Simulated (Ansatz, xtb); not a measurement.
## Relative energy of two isomers of C5H7BO

Structure I is `Bc1ccoc1C`, a singlet and structure II is `Bc1occc1C`, a singlet. Both are isolated molecules in the gas phase, relaxed with B3LYP-D3(BJ)/def2-SVP; the shapes shown needn't be the lowest conformers.

I (Å):

```xyz
14

C    -2.4089   -0.2803   -0.6538
C    -2.0532    0.5346   -1.8045
C    -0.6997    0.5643   -1.8688
C    -1.1868   -0.6768   -0.1169
C    -0.8197   -1.5136    1.0531
B    -3.7909   -0.6360   -0.1312
O    -0.1679   -0.1746   -0.8395
H    -3.9214   -1.3317    0.8480
H    -4.7810   -0.2269   -0.6889
H    -2.7481    1.0256   -2.4825
H     0.0212    1.0298   -2.5349
H    -0.2082   -0.9386    1.7681
H    -1.7233   -1.8684    1.5631
H    -0.2213   -2.3845    0.7383
```

II (Å):

```xyz
14

C    -1.9898   -1.2779   -0.7929
C    -1.0677    0.0167   -2.3253
C    -1.0315    0.7449   -1.1600
C    -1.6249   -0.0833   -0.1652
C    -1.8163    0.2675    1.2750
B    -2.6520   -2.5416   -0.3007
O    -1.6266   -1.1760   -2.1339
H    -2.8649   -3.4542   -1.0573
H    -2.9674   -2.6306    0.8595
H    -0.7306    0.2410   -3.3361
H    -0.6298    1.7482   -1.0332
H    -2.4375    1.1725    1.3781
H    -2.3007   -0.5488    1.8262
H    -0.8486    0.4848    1.7565
```

Which of the two would you expect CCSD(T)/def2-SVP + ΔMP2/def2-TZVPP electronic energies to favour?

Too close to call at this level: CCSD(T)/def2-SVP + ΔMP2/def2-TZVPP gives E(II) − E(I) = +1.44 kJ/mol.

How the difference moves with the method:

```
                             level               geometry  E(II) − E(I) (kJ/mol)  departure from the last row (kJ/mol)  job, with rough time for the two
                          GFN2-xTB               GFN2-xTB                   −8.75                                −10.19              optimisation, 0.14 s
                         HF/STO-3G               GFN2-xTB                   +1.40                                 −0.04               single point, 0.5 s
                r2SCAN-D4/def2-SVP               GFN2-xTB                   −5.70                                 −7.14               single point, 5.9 s
             B3LYP-D3(BJ)/def2-SVP  B3LYP-D3(BJ)/def2-SVP                   −3.32                                 −4.76             optimisation, 3.1 min
                       HF/def2-SVP  B3LYP-D3(BJ)/def2-SVP                   +6.93                                 +5.49           part of the CCSD(T) run
                      MP2/def2-SVP  B3LYP-D3(BJ)/def2-SVP                   −0.79                                 −2.23           part of the CCSD(T) run
                  CCSD(T)/def2-SVP  B3LYP-D3(BJ)/def2-SVP                   +1.06                                 −0.38                      single point
CCSD(T)/def2-SVP + ΔMP2/def2-TZVPP  B3LYP-D3(BJ)/def2-SVP                   +1.44                                                     single point, 100 s
```

As drawn, both hold the same kinds of bond in the same numbers.

The largest departure from CCSD(T)/def2-SVP + ΔMP2/def2-TZVPP is that of GFN2-xTB, 10.19 kJ/mol. The last row adds to CCSD(T) the change of the MP2 difference between the two basis sets, here +0.38 kJ/mol.

With thermal terms from frequencies at re-optimised GFN2-xTB minima (ideal gas, soft modes damped towards free rotors, one conformer each, 298.15 K, 1 atm): the zero-point term adds +0.87 kJ/mol; ΔH is +1.96 and ΔG +2.63 kJ/mol.

The correlated steps freeze 7 core orbitals. Codes used: Ansatz 0.2.0, xtb 6.7.1; the last row on 2 threads of Arm Neoverse V1 on a shared host.

The two ring positions are practically equivalent in energy, and the slight preference for I, with boron at C3, is too small to establish an order. This near-balance probably reflects two competing forms of π donation into the empty boron p orbital. At C3, boron sits at the far end of an enol-ether double bond, so the ring oxygen can push density towards it, helped by the methyl group at C2. At C2, boron instead terminates the diene and draws on the longer carbon π path, but lacks that direct push from oxygen.

Hartree–Fock in the larger basis favours I by 6.93 kJ/mol, while MP2 marginally reverses the order and CCSD(T) restores it, so correlation favours II overall, perhaps because its π system is more extensively delocalised. The close match of HF/STO-3G to the final value is therefore fortuitous, not a sign of accuracy. The energies alone can't separate π donation from the inductive and steric effects of moving the neighbouring methyl group.
